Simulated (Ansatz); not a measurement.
# Pressure and energy of a 106-atom amorphous carbon cell at 2.00 g/cm³ under compression and stretching, with PBE

An amorphous carbon coating on a sliding part or an electrode is squeezed and stretched in service, and its stiffness sets the stress that it passes to the layer beneath. The problem is to find how pressure and energy follow volume in one such network, and from this the pressure at 3 % compression. The cell holds 106 carbon atoms and is treated with PBE. Volume changes and energies are counted from the relaxed cell; pressure is absolute and positive under compression. Because the atoms are relaxed again at each volume, the solution must also establish whether the rows describe one network deformed elastically or a network that has changed its bonding.

## Systems and settings

One cell of 106 atoms, C in reduced formula. Start: 106 atoms (106 C) placed at random at 1.71 g/cm³, melted at 6000 K for 10 ps at fixed volume with the LCBOP (Los and Fasolino, Phys. Rev. B 68, 024107 (2003)). Quenched from 6000 K to 100 K at 500 K/ps and fixed volume, held 5 ps, then minimised at fixed cell. Cell and atoms were then relaxed in DFT. From that cell the volume was scaled evenly and the atoms were relaxed again at each fixed cell. Ansatz 0.2.0: Kohn-Sham DFT with PBE, PAW potentials, plane waves to 420 eV, k-points Γ alone, no spin polarisation, no spin-orbit coupling. Occupations: Fermi-Dirac smearing of 0.05 eV. The cutoff and the k-mesh are held, so the number of plane waves changes with the volume. In the run that the rows count from, the cell has a density of 2.00 g/cm³ and a pressure of 0.0 GPa, and its k-points sample 10 Å along the shortest periodic direction.

Notes on method and selection:

- Cells made by classical potentials are single samples, quenched or equilibrated over picoseconds, then relaxed in DFT to a nearby minimum.
- In a glass, relaxing at another volume can switch bonds, so the points needn't lie on one elastic curve.
- All values are for 0 K, without vibrations.
- Too few of these runs have a clean gap for a gap column: frontier levels are partly filled, the cells are metallic on their meshes, or the meshes miss the band edges.
- Where atoms are relaxed at each volume, a cell can fall into another minimum, and loose force tolerances leave some of the strain unrelaxed.
- Series whose pressures fit the equation of state badly weren't written up.
- Runs that did not converge, have known faults or may not be shown are not listed, and runs on Ansatz's PAW sets soft_1 and soft_2 are kept to separate tables.

Columns:

- volume change (%): change of the cell's volume from the relaxed cell, all three axes scaled alike.
- volume (Å³/atom): volume per atom.
- pressure (GPa): pressure, a third of the trace of the stress, positive under compression, without a kinetic term.
- energy (meV/atom): free energy per atom less that of the relaxed cell.

## Results

```
member        volume change (%)  volume (Å³/atom)  pressure (GPa)  energy (meV/atom)
−10 %         −10                8.9669            12.061          20.857
−6 %          −6                 9.3654            6.570           3.361
−3 %          −3                 9.6643            ?               ?
relaxed cell  0                  9.9632            0.011           0.000
+3 %          3                  10.2621           −4.508          4.290
+6 %          6                  10.5610           −8.577          16.524
```

Cells marked ? are withheld until the estimate has been made.

Least-squares fits to the members shown, with x = volume change (%); R² and errors in the fitted variable (y, or ln y where the fit is in ln y):

```
y                  members  fit                                  R²    rms residual  leave-one-out rms  the same for the mean of the others
pressure (GPa)     5        y = −0.4595 − 1.297 x − 0.006779 x²  1.00  0.33          1.0                9.3
energy (meV/atom)  5        y = −1.071 + 1.023 x + 0.3179 x²     0.99  0.69          1.8                10
```

## The trend and its physics

The pressure falls at every step from −10 % to +6 %. On the stretched side the slope is (−4.508 − 0.011) / 3 = −1.506 GPa per % for the first step and (−8.577 + 4.508) / 3 = −1.356 GPa per % for the second. The network softens as it is stretched, as expected when longer bonds pull back less steeply. With $B=-V\,\Delta P/\Delta V$ at the middle of the first step, the bulk modulus is (1 + 0.03 / 2) × 1.506 × 100 = 153 GPa.

Compression should therefore give a steeper slope. Instead, the mean slope between −6 % and the relaxed cell is only (0.011 − 6.570) / 6 = −1.093 GPa per %.

The energies show why. On a single elastic curve the energy change equals the work done, $\Delta E\approx-\tfrac12(P_1+P_2)\,\Delta V$, where 1 GPa Å³ is 6.24 meV. From the relaxed cell to +3 % this gives (4.508 − 0.011) / 2 × (10.2621 − 9.9632) × 6.24 = 4.19 meV/atom, against 4.290 in the table. From the relaxed cell to −6 % it gives (6.570 + 0.011) / 2 × (9.9632 − 9.3654) × 6.24 = 12.27 meV/atom, against only 3.361. About 9 meV/atom is missing, far more than the mismatch on the stretched side.

A network that has rearranged into a lower minimum accounts for both signs: it stores less energy and pushes back less. The large atomic movements and energy release on relaxation at the strongest compressions point the same way. The step from −6 % to −10 % also falls short of the work, by about 6 meV/atom, so those two cells need not share one network either. The compressed rows shown so far thus seem to mix elastic response with changes of bonding, though this is inferred from energies and atomic movements and not from a list of bonds. A modulus fitted through all rows would be too low for the original network near zero pressure.

## An estimate before looking

Plain estimates from the members shown:

- −3 %, fit at x = −3: 3.370 GPa
- −3 %, straight-line interpolation between −6 % and relaxed cell: w = (−3 − (−6)) / (0 − (−6)) = 0.500, so 6.570 + 0.500 × (0.011 − 6.570) = 3.291 GPa

The quadratic fit (3.370 GPa) and the straight-line interpolation (3.291 GPa) both lean on the −6 % cell, whose energy marks it as rearranged. At half that compression the original network has a better chance of surviving, so the estimate continues the curve of the relaxed, +3 % and +6 % cells, where pressure and energy agree.

There the pressure drops by 4.519 GPa in the first 3 % step and by 4.069 GPa in the second, so the drop changes by 4.519 − 4.069 = 0.450 GPa from one step to the next. Carrying the same change one step into compression gives

0.011 + 4.519 + 0.450 = 4.980 GPa.

Tried on the −6 % cell, the same parabola gives 0.011 + 2 × 4.519 + 3 × 0.450 = 10.399 GPa, against 6.570 in the table. This miss of 3.8 GPa has the sign expected from the rearrangement, but it also means that the route has no successful test under compression.

Three points fix a parabola exactly and leave no residual, so the error is taken from the curvature term: without it the estimate would drop by 0.45 GPa. The runs at changed volume used a self-consistency threshold that is loose for a stress, which makes their pressures less certain; rounded up for this, the error is 0.5 GPa. The main risk is a network already rearranged at −3 %, which would bring the pressure down towards the interpolated value, well outside this error.

**Committed estimate, −3 %: pressure = 5.0 ± 0.5 GPa.**

## Result

```
member  volume change (%)  volume (Å³/atom)  pressure (GPa)  energy (meV/atom)
−3 %    −3                 9.6643            4.697           4.351
```

```
member  estimate       pressure (GPa)  computed  estimate − computed  miss in error bars
−3 %    committed      5.000           4.697     +0.303               0.6
−3 %    fit            3.370           4.697     −1.327
−3 %    interpolation  3.291           4.697     −1.406
```

The estimate of 5.0 ± 0.5 GPa lies 0.303 GPa above the computed 4.697 GPa, inside its error bar. The fit and the interpolation both fall short by more than 1.3 GPa.

Leaving out the rearranged −6 % cell was the right choice. From the relaxed cell to −3 % the work is (4.697 + 0.011) / 2 × (9.9632 − 9.6643) × 6.24 = 4.39 meV/atom, against a computed energy of 4.351, so this cell still responds elastically.

The curvature term was too large. The pressure step across the relaxed cell grows by only 4.686 − 4.519 = 0.167 GPa, not by the assumed 0.450 GPa. A straight continuation of the first stretching step would have given 0.011 + 4.519 = 4.530 GPa, which is closer. Part of that difference may come from the loose self-consistency threshold of the strained runs.

The new row also settles where the single elastic curve is lost. From −3 % to −6 % the energy falls by 0.990 meV/atom although the pressure is positive at both volumes. Squeezing one unchanged network would have raised it, so the −6 % cell has reached a different minimum.

## Residuals

Least-squares fits to the whole series, with x = volume change (%); R² and errors in the fitted variable (y, or ln y where the fit is in ln y):

```
y                  members  fit                                  R²    rms residual  leave-one-out rms  the same for the mean of the others
pressure (GPa)     6        y = −0.02594 − 1.344 x − 0.01593 x²  0.99  0.53          1.1                8.3
energy (meV/atom)  6        y = 0.7705 + 0.8263 x + 0.2791 x²    0.94  1.9           3.6                9.2
```

Largest departures from the fit to the whole series:

```
member  pressure (GPa)  fit     computed − fit  in rms residuals
−6 %    6.570           7.465   −0.895          1.7
−3 %    4.697           3.863   +0.834          1.6
+3 %    −4.508          −4.201  −0.307          0.6
−10 %   12.061          11.821  +0.240          0.5
```

The −6 % cell lies farthest from the fit, 0.895 GPa below it. Its network rearranged on relaxation, which relieved part of the stress. Against the original network the shortfall is larger: repeating the step from the relaxed cell to −3 % would give 4.697 + 4.686 = 9.383 GPa, which is 9.383 − 6.570 = 2.8 GPa above the computed value.

The −3 % cell lies almost as far from the fit, 0.834 GPa above it, but its pressure and energy agree with each other. It stands out because the fit is drawn down by the rearranged cells at stronger compression.

The −10 % cell is only 0.240 GPa above the fit, yet it is not a member of the original elastic curve either. Its atoms also moved far on relaxation, and a straight continuation at the slope between the relaxed cell and −3 % would give 4.697 + 7 × 4.686 / 3 = 15.63 GPa, against 12.061. A small residual here shows only that the fitted curve bends to pass near this point.

## What to take away

From −3 % to +6 % the rows behave as one elastic network. The central slope, (4.697 + 4.508) / 6 = 1.534 GPa per %, gives a bulk modulus of 153 GPa near zero pressure, so 1 GPa changes the volume by about 100 / 153 = 0.65 %.

Within this range a further volume of the same cell should be predictable to a few tenths of a GPa. Under stronger compression the error can reach several GPa, because a rearrangement, probably with a change of bonding, can lower the pressure by an amount that the elastic curve does not contain. Comparing the energy change with the work done can reveal that the network has reached another minimum, though not which bonds have changed.

The modulus belongs to one quenched sample, and another network at the same density may differ. Zero-point motion is left out and would be expected to add a positive pressure at each volume.

[Logs are printed without paths, hosts, clocks, repeated set-up lines and the standing remarks that a program may print on its own settings, such as how far it seeks lower states.]
